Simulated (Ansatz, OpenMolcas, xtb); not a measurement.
BGeH3Cl2 (SMILES Cl[B](Cl)[GeH3]): methods side by side

The species is BGeH3Cl2 (7 atoms), meant as a singlet with charge 0. SMILES: `Cl[B](Cl)[GeH3]`. Geometry: relaxed at PBE0-D4/def2-TZVP.

Quantity: the HOMO–LUMO gap, in eV. The values are calculated.

| level | kind | program | value (eV) | CPU time |
| --- | --- | --- | --- | --- |
| GFN1-xTB | semi-empirical | xtb | 3.63 | under 2 s |
| HF/cc-pVDZ | Hartree–Fock | OpenMolcas | 12.78 | 8.2 s |
| SVWN5/cc-pVDZ | LDA | Ansatz | 4.05 | 6.7 s |
| BLYP/cc-pVDZ | GGA | OpenMolcas | 4.18 | 29 s |
| M06-L/cc-pVDZ | meta-GGA | OpenMolcas | 4.67 | 34 s |
| r2SCAN0/cc-pVDZ | hybrid meta-GGA | Ansatz | 6.58 | 28 s |
| HSE06/cc-pVDZ | range-separated hybrid | Ansatz | 5.48 | 13 s |
| B2PLYP/cc-pVDZ | double hybrid | Ansatz | 8.72 | 20 s |

All-electron rows without a relativistic Hamiltonian named are non-relativistic. The values span 3.63 to 12.78 eV. Orbital gaps aren't excitation energies, and those of double hybrids come from the SCF part alone; they tend to grow with the share of exact exchange. CPU times are rough (shared hosts, several kinds of processor and program).

The gap of this molecule is set far more by the treatment of exchange than by the choice among semilocal functionals: SVWN5, BLYP and M06-L lie between 4.05 and 4.67 eV, whereas Hartree–Fock gives 12.78 eV. The likely reason is that Hartree–Fock virtual orbitals feel the field of all the electrons and so resemble electron-attachment levels, while a local Kohn–Sham potential also holds its virtual orbitals in the field of an exchange-correlation hole.

Chemically, the LUMO is probably the formally vacant boron p orbital, pushed up by π donation from the chlorine lone pairs. The HOMO may be the Ge–B σ bond, since germanium is electropositive and chlorine holds its lone pairs tightly. The gaps alone cannot confirm either assignment, and their wide spread is no evidence of multireference character. Nor do they show how far the LUMO would shift with diffuse functions, which cc-pVDZ lacks and which matter most where that level is weakly bound or unbound.
